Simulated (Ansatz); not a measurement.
## A series in volume scale on Sn

All results are calculated (Ansatz 0.2.0). Plane-wave DFT, scalar-relativistic PAW made under PBE with cores redone for the functional, no dispersion; the given relaxed cell is scaled uniformly, energy at zero smearing counts from the unscaled cell, pressure at the given Fermi-Dirac smearing is positive in compression.

The cell before it is scaled or strained (space group Im-3m, No. 229):
```
CELL_PARAMETERS angstrom
-1.96990 1.96990 1.96990
1.96990 -1.96990 1.96990
1.96990 1.96990 -1.96990
ATOMIC_POSITIONS crystal
Sn 0.00000 0.00000 0.00000
```

Settings of every row: spin polarised no; functional BLYP; wave cutoff 420 eV; smearing width 0.1 eV; k mesh 13x13x13.

Atom starting moment: 0 on all atoms.

Limits: the cell comes from a prototype or a list of computed structures and needn't be the stable phase.

```
row  volume scale  V (Å³/atom)  energy change per atom (meV)  pressure (GPa)
  1          0.88       26.908                         64.83            6.19
  2          0.92       28.131                         27.38            3.71
  3          0.96       29.354                          6.85            1.72
  4          1.04         31.8                          4.21           -1.15
  5          1.08       33.023                             ?               ?
  6          1.12       34.246                         37.33           -2.97
```

Question: what energy change per atom and pressure should row 5 give?

Worked fit of energy change per atom. Take u = (V_r/V)^(2/3) − 1 with V_r = 29.354 Å³ an atom, which is twice the finite (Eulerian) strain; such expansions in the strain, on which the Birch-Murnaghan equation of state is built, carry the rest volume and the bulk modulus. The shown rows have u = 0.05972, 0.02878, 0, -0.05196, -0.09766. Least squares give energy change per atom = 6.988 + 481.14 × u + 8120.9 × u² meV; a straight line predicts inner rows, each left out in turn, worse (root mean square 23 against 0.38 meV). The rows lie off it by 0.15, -0.18, -0.14, 0.30, -0.12 (root mean square 0.19 meV). The withheld row has u = -0.07551, so the fit gives 6.988 + 481.14 × (-0.07551) + 8120.9 × (-0.07551)² = 16.96 meV.

The calculation gave 17.26 meV. The fit lies 0.30 meV (1.7 % of the value, 0.49 % of the column's range) below it; its largest miss of a shown row is 0.30 meV.

Worked fit of pressure. Take u = (V_r/V)^(2/3) − 1 with V_r = 29.354 Å³ an atom, which is twice the finite (Eulerian) strain; such expansions in the strain, on which the Birch-Murnaghan equation of state is built, carry the rest volume and the bulk modulus. The shown rows have u = 0.05972, 0.02878, 0, -0.05196, -0.09766. Least squares give pressure = 1.727 + 64.49 × u + 168.7 × u² GPa; a straight line predicts inner rows, each left out in turn, worse (root mean square 0.48 against 0.024 GPa). The rows lie off it by 0.01, -0.01, -0.01, 0.02, -0.01. The pressure vanishes at u = -0.0290, or V = 30.68 Å³ an atom, and there the bulk modulus at fixed shape and fractions is B = −V dP/dV = (2/3)(1 + u) dP/du = 35.4 GPa. The withheld row has u = -0.07551, so the fit gives 1.727 + 64.49 × (-0.07551) + 168.7 × (-0.07551)² = -2.18 GPa.

The calculation gave -2.16 GPa. The fit lies 0.02 GPa (0.22 % of the column's range) below it; its largest miss of a shown row is 0.02 GPa.
